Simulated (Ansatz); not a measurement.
# Ligand exchange: C4H7F + GaH(CH3)(NH2) → C4H9N + GaH(CH3)F

Species: C4H7F `FC1CCC1`, singlet; GaH(CH3)(NH2), singlet; C4H9N `NC1CCC1`, singlet; GaH(CH3)F, singlet. The partners trade F for NH2: C–F and Ga–NH2 bonds give way to C–NH2 and Ga–F.

Shapes, held fixed at every level: PBE0-D4/def2-TZVP. Flexible molecules stand in one conformer, not always the lowest. Programs: Ansatz 0.2.0. Electronic energies: no zero-point or thermal term.

```csv
level,kind,ΔE (kJ/mol),less CCSD(T)/def2-TZVPP
HF/def2-SVP,Hartree–Fock,-56.4,-7.3
PBE0-D4/def2-TZVPP,global hybrid,-48.9,+0.2
wB97M-V/def2-TZVPP,range-separated hybrid,-48.6,+0.5
wB97X-V/def2-TZVPP,range-separated hybrid,-49.2,-0.1
B2PLYP/def2-TZVPP,double hybrid,-49.7,-0.6
MP2/def2-SVP,perturbation theory,-63.4,-14.3
CCSD(T)/def2-SVP,coupled cluster or CI,-57.8,-8.7
CCSD(T)/def2-TZVPP,coupled cluster or CI,-49.1,0.0
```

The highest level, CCSD(T)/def2-TZVPP, gives ΔE = -49.1 kJ/mol; the levels span -63.4 to -48.6. The column of differences is taken from that level and isn't an error. No measured value is set beside it here. Relativity is left out for Ga unless named. Correlated rows may include outer-core shells of Ga, which these sets cover unevenly.

Exchange is downhill by 49.1 kJ/mol at the highest level, and every row agrees on the sign. Both carbon and gallium normally bind fluorine more strongly than an amino group, so the result means that gallium's preference for fluorine is the larger. The likely reason is bond polarity: gallium is much more electropositive than carbon, and the ionic part of the bond grows more on going from Ga–N to Ga–F than from C–N to C–F. Donation from the nitrogen lone pair into gallium's empty p orbital offsets this only in part.

The spread follows the basis set more than the treatment of correlation. All three def2-SVP rows are too exothermic against the reference, coupled cluster itself by 8.7 kJ/mol, whereas the triple-zeta rows nearly coincide. The small set probably describes the polar bonds to fluorine and nitrogen unevenly, and MP2 adds an overshoot of its own. The energy applies to separate monomers; fluoride or amide bridging between gallium centres could shift the balance in condensed phases.
